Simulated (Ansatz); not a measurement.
# ZrSi3: energy above given cell and pressure against volume ratio

Results calculated with Ansatz 0.2.0, not measured. Plane-wave density functional theory, PAW datasets, Gaussian smearing 0.05 eV: equation of state, the given cell scaled in volume with shape and atoms relaxed at each volume.

The cell before it is scaled or strained (space group Pm-3m, No. 221):
```
ZrSi3
1.0
      3.9899     0.0000     0.0000
      0.0000     3.9899     0.0000
      0.0000     0.0000     3.9899
Zr Si
1 3
Direct
  0.00000 0.00000 0.00000
  0.00000 0.50000 0.50000
  0.50000 0.50000 0.00000
  0.50000 0.00000 0.50000
```

Settings of every row: paw set soft_2; functional PBE; spin treatment none; moment partition spheres; spin axis none; wave cutoff 420 eV; k mesh 8x8x8; symmetry use detected.

Atom hubbard u: 0 on all atoms.

Limits: the cell comes from a prototype or a list of computed structures and needn't be the stable phase.

| row | volume ratio | V (Å³/atom) | energy above given cell (meV per atom) | pressure (GPa) |
| --- | --- | --- | --- | --- |
| 1 | 0.945 | 15.006 | 19.03 | 7.3 |
| 2 | 0.96 | 15.244 | 9.81 | 5.106 |
| 3 | 0.98 | 15.562 | ? | ? |
| 4 | 1 | 15.88 | 0 | 0.004 |
| 5 | 1.02 | 16.197 | 2.22 | -2.178 |
| 6 | 1.04 | 16.515 | 8.54 | -4.129 |
| 7 | 1.07 | 16.991 | 24.71 | -6.682 |
| 8 | 1.1 | 17.468 | 47.83 | -8.864 |

Question: what energy above given cell and pressure should row 3 give?

Worked fit of energy above given cell. Take u = (V_r/V)^(2/3) − 1 with V_r = 16.197 Å³ an atom, which is twice the finite (Eulerian) strain; such expansions in the strain, on which the Birch-Murnaghan equation of state is built, carry the rest volume and the bulk modulus. The shown rows have u = 0.05224, 0.04125, 0.01326, 0, -0.01288, -0.0314, -0.04912. Least squares give energy above given cell = 2.234 − 331.56 × u + 12325 × u² + 3522 × u³ meV per atom; a parabola predicts inner rows, each left out in turn, worse (root mean square 0.12 against 0.038 meV per atom). The rows lie off it by -0.02, 0.03, -0.01, -0.01, 0.00, 0.02, -0.01. Its lowest point lies at u = 0.0134, or V = 15.88 Å³ an atom, and the curvature there gives the bulk modulus with shape and atoms relaxed, B = (4/9)(1 + u)² E″(u)/V = 115 GPa. The withheld row has u = 0.02702, so the fit gives 2.234 − 331.56 × (0.02702) + 12325 × (0.02702)² + 3522 × (0.02702)³ = 2.34 meV per atom.

The calculation gave 2.36 meV per atom. The fit lies 0.02 meV per atom (0.042 % of the column's range) below it; its largest miss of a shown row is 0.03 meV per atom.

Worked fit of pressure. Take u = (V_r/V)^(2/3) − 1 with V_r = 16.197 Å³ an atom, which is twice the finite (Eulerian) strain; such expansions in the strain, on which the Birch-Murnaghan equation of state is built, carry the rest volume and the bulk modulus. The shown rows have u = 0.05224, 0.04125, 0.01326, 0, -0.01288, -0.0314, -0.04912. Least squares give pressure = −2.1696 + 158.016 × u + 444.83 × u² GPa; a straight line predicts inner rows, each left out in turn, worse (root mean square 0.44 against 0.0088 GPa). The rows lie off it by 0.001, 0.001, 0.000, -0.008, 0.002, 0.011, -0.006 (root mean square 0.0057 GPa). The pressure vanishes at u = 0.0132, or V = 15.88 Å³ an atom, and there the bulk modulus with shape and atoms relaxed is B = −V dP/dV = (2/3)(1 + u) dP/du = 115 GPa. The withheld row has u = 0.02702, so the fit gives −2.1696 + 158.016 × (0.02702) + 444.83 × (0.02702)² = 2.425 GPa.

The calculation gave 2.429 GPa. The fit lies 0.004 GPa (0.025 % of the column's range) below it; its largest miss of a shown row is 0.011 GPa.
